Q: I have a block of rhodium and squeeze it evenly from all sides. Each further bit of volume I take away should cost more energy than the last. Is there more to it than that?

A: Start with the energies themselves. The volume is that of one atom in the crystal, and it changes in equal steps of about 0.27 Å³. The energy is counted from the lowest point of a smooth curve laid through all seven rows. The program is exciting, in the release called sodium.

Fcc rhodium at evenly scaled volumes, computed with exciting sodium using PBE and all-electron LAPW+lo, without spin polarisation or spin-orbit coupling (iora* valence relativity, rgkmax 9, 12×12×12 k mesh, Fermi-Dirac smearing of 0.05 eV, self-consistency threshold of 10⁻⁵ Ha in energy). Energies are counted from the minimum of the fitted equation of state.

| volume (Å³/atom) | energy (meV/atom) |
| --- | --- |
| 12.85 | 100.12 |
| 13.12 | 56.93 |
| 13.40 | 27.23 |
| 13.67 | 8.89 |
| 13.94 | 0.89 |
| 14.22 | 1.19 |
| 14.49 | 10.07 |

Q: Going up the table from the bottom of the well, the cost does grow. The step from 13.67 to 13.40 takes 18 meV, and the step from 13.12 to 12.85 takes 43 meV.

A: That much would be true of any spring. In a perfect parabola each step costs more than the one before, but always by the same increment. Here the increment itself grows: the three most compressed steps cost 18.3, 29.7 and 43.2 meV, so the cost goes up first by 11.4 and then by 13.5 meV. Rhodium does not merely resist being squeezed; its resistance stiffens as it is squeezed.

Q: How much does it stiffen, in terms that I could use?

A: The usual measure is the bulk modulus, the pressure needed per relative loss of volume. It is 254 GPa at the minimum. Taken directly from three neighbouring energies, it is about 380 GPa at 13.12 Å³, half as much again, although the volume there is less than 7 % below that of the minimum.

Q: What happens between the atoms to make it so?

A: Two tendencies oppose each other, and they have different reach. Rhodium's outer 4d electrons form a partly filled band. When the atoms approach, the band broadens and its filled states fall in energy on average, which pulls the crystal together. Against this, the more mobile s and p electrons are squeezed into less space and must keep clear of the atomic cores, which raises their kinetic energy and pushes the atoms apart.

Q: At the minimum the pull and the push are equal, so why doesn't everything cancel?

A: Only the slopes cancel there. The push changes more steeply with distance, so its curvature outweighs that of the pull, and this surplus is the stiffness. On compression the push grows faster than the pull and the surplus increases; on expansion both fade and the crystal should soften. This is the standard picture of bonding in transition metals, argued from theory, since a total energy does not come divided into pull and push. It needs only a repulsion of shorter reach than the attraction, which is why solids in general stiffen under pressure.

Q: Couldn't simple springs between neighbouring atoms do the same? The geometry changes too when the crystal shrinks.

A: That can be estimated. Let the energy $E$ per atom grow with the square of the change in the contact length $d$ between neighbours, whose value at the minimum is $d_0$. Near the minimum, the bulk modulus $B$ and the volume $V_0$ fix the energy as $E = B(\Delta V)^2/(2V_0)$. Volume goes as the cube of length, so a small relative change in volume is three times that in length, and

$$E = \tfrac{9}{2}\,B V_0\left(\frac{d}{d_0}-1\right)^2 .$$

Q: Try it on the most compressed row.

A: At 12.85 Å³ the contacts are 2.94 % shorter than at the minimum. The product $BV_0$ is 22.3 eV, so the spring energy is $4.5 \times 22.3 \times 0.0294^2 \approx 0.087$ eV, or 87 meV. The calculation gives 100 meV, so the spring falls short by 13 % of the computed energy. This row helped to determine $B$ and $V_0$, so the rough agreement is no achievement of the spring; what it teaches lies in the shortfall.

Q: Thirteen per cent doesn't sound like a failure.

A: Energy is a forgiving test, because most of it comes from the curvature at the bottom, which the spring was given. Ask instead how fast the bulk modulus rises with the pressure $P$. With $B = V\,E''$, where primes mean derivatives with respect to the volume $V$, one finds

$$\frac{dB}{dP} = -1 - V\,\frac{E'''}{E''} .$$

For the spring, $E'''/E''$ at the minimum is $-2/V$, and the result is 1. The curve through the computed energies gives nearly 6. Geometry therefore supplies only the smaller part of the stiffening, and the rest must come from forces between the atoms that themselves harden as the contacts shorten.

Q: Is that 6 a firm number?

A: Its size is, its decimals are not. Only two rows lie beyond the minimum, so the curve is poorly held on that side. At 14.49 Å³ the spring lies above the computed energy, as it should if the crystal softens more on expansion than the spring does, but by only 0.4 meV. The self-consistency cycle was stopped at an energy threshold of about 0.3 meV, so the softening rests more on theory than on this row.

Q: Then what of 13.94 and 14.22? Their energies are almost the same.

A: They stand on either side of the minimum, which lies at 14.06 Å³, so both are close to zero. The minimum lies a little below their midpoint of 14.08 Å³, so 13.94 should be the lower of the two, and it is. The size of the gap is not to be trusted: the spring, which is nearly exact this close to the minimum, puts it at about 0.8 meV, the table at 0.3 meV.

Q: But the output below this conversation shows the bulk modulus rising again there, from 248 to 261 GPa, just where you say the crystal should soften.

A: That rise is scatter, and it must be measured against the fall that was expected. Between these two volumes the pressure drops by nearly 5 GPa, so the fitted slope predicts a fall of about 28 GPa, and the discrepancy is about 42 GPa. A local bulk modulus is a difference of differences, divided by the square of a small volume step, and this magnifies any error in the energies. If the energy at 14.22 is too low by the convergence threshold, the modulus there rises by about 17 GPa and the one at 13.94 falls by half as much, 25 GPa in all; an energy at 13.94 that is too high by as much adds the same again. The last column of the spring comparison shows just this pattern, 0.19 meV high at 13.94 and 0.28 meV low at 14.22. Whether the scatter comes from the self-consistency threshold, the basis or the k mesh, these runs do not tell. The increase at 13.12 Å³ is about three times the discrepancy, and so it survives.

Q: One last thing. The calculation was set up around the cell at 13.67 Å³, yet that row isn't at zero.

A: Within this calculation that cell is already compressed. The slope of the energy between its two neighbours corresponds to a pressure of nearly 8 GPa, because the PBE functional prefers a volume 2.8 % larger. PBE is known to make rhodium somewhat too large, so this is a pressure relative to the PBE crystal, not one that a real sample of that volume would feel. Anyone who computes a property at this fixed cell should remember that, for PBE, the metal there is under load and stiffer than at rest.

The analysis program printed:

```
Steps between neighbouring rows:
    row  energy change from row above (meV)  mean pressure from row above (GPa)  centre volume (A^3)  local bulk modulus at centre volume (GPa)
  13.12                              -43.19                               25.31                12.85                                        n/a
   13.4                               -29.7                                17.4                13.12                                      379.4
  13.67                              -18.34                               10.75                 13.4                                      326.2
  13.94                                  -8                               4.688                13.67                                      302.9
  14.22                                 0.3                             -0.1758                13.94                                        248
  14.49                                8.88                              -5.203                14.22                                      261.4
Spring estimate:
    row  contact (A)  volume from minimum (%)  spring energy (meV)  computed less spring (meV)
  12.85        2.629                   -8.573                86.79                       13.33
  13.12        2.648                   -6.628                51.16                       5.769
   13.4        2.666                   -4.683                25.19                       2.036
  13.67        2.684                   -2.738                8.496                      0.3938
  13.94        2.702                  -0.7925               0.7026                      0.1874
  14.22        2.719                    1.153                1.468                     -0.2776
  14.49        2.737                    3.098                10.47                     -0.3953
Contact at the fit minimum (A): 2.709
First energy step over third energy step (ratio): 2.355
Pressure at the given cell 13.67 from its two neighbours (GPa): 7.717
Local bulk modulus at 13.12 over fit value at minimum (ratio): 1.496
Energy at 14.22 less energy at 13.94 (meV): 0.3
Energy convergence threshold (meV): 0.2721
Change of local bulk modulus from 13.94 to 14.22 (GPa): 13.39
Change of local bulk modulus if the middle energy is off by the threshold (GPa): 16.58
Spring shortfall at 12.85 (% of computed energy): 13.32
Pressure slope of bulk modulus for a Hooke spring in contact length (analytic): 1
Pressure slope of bulk modulus from the fit: 5.754
```
